## Strain moves the gap of WSe₂ from valley to valley

Can the band gap of a thick WSe₂ film serve as a gauge of the strain in it? The answer depends on more than the in-plane length. In the epitaxial rows the in-plane lengths are set and the cell height responds; in the hydrostatic rows all cell edges change by the same percentage. The gap peaks at 2 % compression in the first series but at 1 % expansion in the second, and around zero strain the two run in opposite directions.

Calculated values. Band gaps of bulk 2H WSe₂ (6-atom cell) under strain, from Ansatz 0.2.0 with PBE, plane-wave PAW, a 420 eV cutoff, a 12×12×2 k mesh and no spin polarisation. The unstrained cell and the atoms in each strained cell were relaxed with r2SCAN+rVV10. Strain is per length, positive for stretching, and changes are relative to the unstrained cell.

```
 strain kind  strain (%)  band gap (eV)  band gap change (eV)  least direct gap change (eV)
epitaxial xy          -4          0.957                -0.065                         0.198
epitaxial xy          -3          1.025                 0.003                         0.313
epitaxial xy          -2          1.090                 0.068                         0.269
epitaxial xy          -1          1.053                 0.031                         0.129
epitaxial xy           1          0.996                -0.026                        -0.118
epitaxial xy           2          0.898                -0.125                        -0.224
epitaxial xy           3          0.726                -0.296                        -0.320
epitaxial xy           4          0.573                -0.449                        -0.404
 hydrostatic          -4          0.799                -0.223                         0.115
 hydrostatic          -3          0.865                -0.157                         0.270
 hydrostatic          -2          0.924                -0.098                         0.230
 hydrostatic          -1          0.976                -0.046                         0.112
 hydrostatic           1          1.061                 0.039                        -0.104
 hydrostatic           2          0.985                -0.037                        -0.201
 hydrostatic           3          0.840                -0.182                        -0.290
 hydrostatic           4          0.702                -0.320                        -0.370
```

### Three gaps compete

The band gap is the distance from the highest filled state to the lowest empty one, wherever in the Brillouin zone these lie. Here three places matter: the centre Γ, the corner K, and a point c about halfway between them. Near zero strain the gap runs from Γ to c. From +2 % on, in both series, it runs from Γ to K, and in the epitaxial rows at −3 and −4 % from K to c. Each of these gaps has its own response to strain and the table records the smallest, so a maximum appears where a gap that rises gives way to one that falls. Where both fall, as in the epitaxial series between +1 and +2 %, the curve only becomes steeper.

The responses differ because the orbitals point in different directions. The filled state at Γ combines W d and Se p orbitals that reach out of the layer. When layers approach, these orbitals overlap in an antibonding way and the filled edge rises. The empty state at c also has a Se share that meets the next layer, and closer contact pulls its lower branch down. The states at K are mostly W d orbitals that stay inside their own layer.

The table allows a test of this picture, since at each strain the two series share the same in-plane length and differ in cell height. At −2 %, the Γ–c gap grows by 0.42 eV per Å of added height. At +4 %, the Γ–K gap, with only one sensitive end, grows by 0.17 eV per Å. The direct gap at K responds by only 0.10 and 0.05 eV per Å in these two pairs. That order is what the orbital picture leads us to expect. It also holds between neighbouring rows, with 0.33 eV per Å for Γ–c at +1 % and 0.23 eV per Å for Γ–K at +2 %.

### Why the slopes are opposite near zero

Treat the change of the Γ–c gap as an in-plane part plus a height part. For each per cent of in-plane stretch, the height grows by 1 % in the hydrostatic series and shrinks by 0.5 % in the epitaxial one. One hydrostatic slope plus two epitaxial slopes therefore cancels the height:

in-plane part = (0.0425 − 2 × 0.0285) / 3 ≈ −0.005 eV per %

height part = 0.0425 + 0.005 ≈ 0.047 eV per %

Near zero strain, then, the cell height decides whether the gap opens or closes. But height is not the same as the space between layers. The relaxed Se positions give a layer thickness of 3.331 Å without strain, 3.311 Å at hydrostatic +1 % and 3.307 Å at epitaxial +1 %. With half the cell height for each layer and its space, hydrostatic expansion moves the layers apart by about 0.09 Å, which opens the gap. Epitaxial stretching brings them closer by only about 0.01 Å, as most of the lost height goes into thinner layers.

The tiny in-plane part is therefore a cancellation. If the two +1 % rows are split by the space between layers instead of the cell height, the in-plane part becomes about −0.02 eV per %, which is most of the epitaxial closing. At fixed cell height this is nearly offset, because thinner layers leave a wider space between them. The separation holds only for small strains, as the effect of height is stronger under compression.

One doubt remains about the epitaxial slope. From −4 to +1 % the height strain is exactly half the in-plane strain, whereas at larger stretch it is nearer 0.4. The height may therefore not be fully relaxed in the rows with exactly half, and the true epitaxial slope could be somewhat weaker.

### Why tension closes the gap in both series

The direct gap at K behaves quite differently: at fixed height it shrinks by about 0.12 eV per % of stretch. (For epitaxial +1 and +3 % its position at K is inferred from neighbouring rows.) Longer bonds are expected to weaken the overlap that separates the filled and empty d levels. The empty K state comes down relative to c until, between +1 and +2 %, it passes below c. This ends the rise in the hydrostatic series.

Beyond that point the indirect gap falls faster than the direct one, by 0.16 against 0.09 eV per % in the epitaxial series. Both gaps now end at the same empty state, so their difference is the height of the filled Γ edge above the filled K edge. That difference grows in the hydrostatic series too, although the layers there move apart. In-plane stretch must therefore be responsible; one possible reason is that it thins the layers, as seen at +1 %. This could strengthen the antibonding contact between W and Se along the stacking direction and push the filled Γ state up, a link not tested here.

### The row that seems not to respond

At epitaxial −3 % the gap differs from the unstrained one by only 0.003 eV. Compression first opened the Γ–c gap, then lifted the filled K edge above Γ, and the new K–c gap closes with further compression. To locate the change, continue the K–c gap in a straight line from −4 and −3 % to −2 %, a row not used for the line:

2 × 1.025 − 0.957 = 1.093 eV

The table has 1.090 eV there, still from Γ. The two filled edges are thus nearly level at −2 %, as far as a line through two points can tell. In the hydrostatic series the squeezed layers keep Γ on top, and the gap simply shrinks under compression.

This crossing is also the least secure feature. Spin–orbit coupling, absent here, splits the filled K edge by roughly 0.4 to 0.5 eV and raises its upper half. K would then overtake Γ at weaker compression, perhaps even without any. In that last case the slopes near zero strain would belong to the K–c gap, and the balance found above for Γ–c would no longer describe them.

The least direct gap has an irregularity of its own: it turns down at −4 % in both series. In the epitaxial series it has moved from K to c by −3 %, and the direct gap at c then shrinks with further compression. In the hydrostatic −4 % row it lies at K and is smaller than at −2 %, against the trend of that gap. Another state may have moved in, but the results do not identify it. Direct gaps are compared only on the k mesh and at a few named points, so a smaller one elsewhere could be missed.

### What carries over

A single layer has no neighbour to push the filled Γ edge up or pull the empty c edge down. Its gap is usually placed at K, and under modest stretch it should shrink much like the direct gap here. Strong stretch may still bring the filled Γ edge to the top, since in-plane stretch raises it relative to K. Under compression the empty c state may take over, so the same rule need not hold.

For the thick film, a gap value alone is a poor strain gauge, since 3 % epitaxial compression looks like no strain at all. The hydrostatic rows should not be read as a pressure cell either: equal length changes need unequal stresses, and uniform pressure would squeeze the soft stacking direction more. PBE also makes the gaps themselves too small, so the changes are more useful than the absolute values. The printed output below lists the band-edge positions and the slopes used here.

Numerical output:

```
Band edges (1 means at K; 0 means valence at Gamma or conduction and direct gap at c):
           row  valence top  conduction bottom  direct gap place  cell height A  least direct gap eV  direct less indirect eV
  epitaxial xy            1                  0                 0          13.41                1.694                    0.737
  epitaxial xy            1                  0                 0          13.35                1.809                    0.784
  epitaxial xy            0                  0                 1          13.28                1.765                    0.675
  epitaxial xy            0                  0                 1          13.21                1.625                    0.572
  epitaxial xy            0                  0                 1          13.08                1.378                    0.382
  epitaxial xy            0                  1                 1          13.04                1.272                    0.374
  epitaxial xy            0                  1                 1          12.99                1.176                     0.45
  epitaxial xy            0                  1                 1          12.94                1.092                    0.519
   hydrostatic            0                  0                 1          12.62                1.611                    0.812
   hydrostatic            0                  0                 0          12.75                1.766                    0.901
   hydrostatic            0                  0                 1          12.89                1.726                    0.802
   hydrostatic            0                  0                 1          13.02                1.608                    0.632
   hydrostatic            0                  0                 1          13.28                1.392                    0.331
   hydrostatic            0                  1                 1          13.41                1.295                     0.31
   hydrostatic            0                  1                 1          13.54                1.206                    0.366
   hydrostatic            0                  1                 1          13.68                1.126                    0.424
unstrained indirect gap, eV: 1.022
indirect gap per cell height at equal in-plane length, strain -2 %, eV/A: 0.4213
the same at +1 %, eV/A: 0.3299
the same at +2 %, eV/A: 0.2326
the same at +4 %, eV/A: 0.1746
direct gap at K per cell height at equal in-plane length, strain -2 %, eV/A: 0.09898
the same for the direct gap at +4 %, eV/A: 0.04601
indirect gap slope near zero, hydrostatic, eV per %: 0.0425
indirect gap slope near zero, epitaxial, eV per %: -0.0285
indirect gap slope near zero at fixed cell height, eV per %: -0.004833
direct gap slope near zero, hydrostatic, eV per %: -0.108
direct gap slope near zero, epitaxial, eV per %: -0.1235
direct gap slope near zero at fixed cell height, eV per %: -0.1183
K to c gap continued to epitaxial -2 %, eV: 1.093
Gamma to K gap continued to epitaxial +1 %, eV: 1.07
Gamma to K gap continued to hydrostatic +1 %, eV: 1.13
indirect gap slope from +2 to +4 %, epitaxial, eV per %: -0.1625
indirect gap slope from +2 to +4 %, hydrostatic, eV per %: -0.1415
direct gap slope from +2 to +4 %, epitaxial, eV per %: -0.09
direct gap slope from +2 to +4 %, hydrostatic, eV per %: -0.0845
```
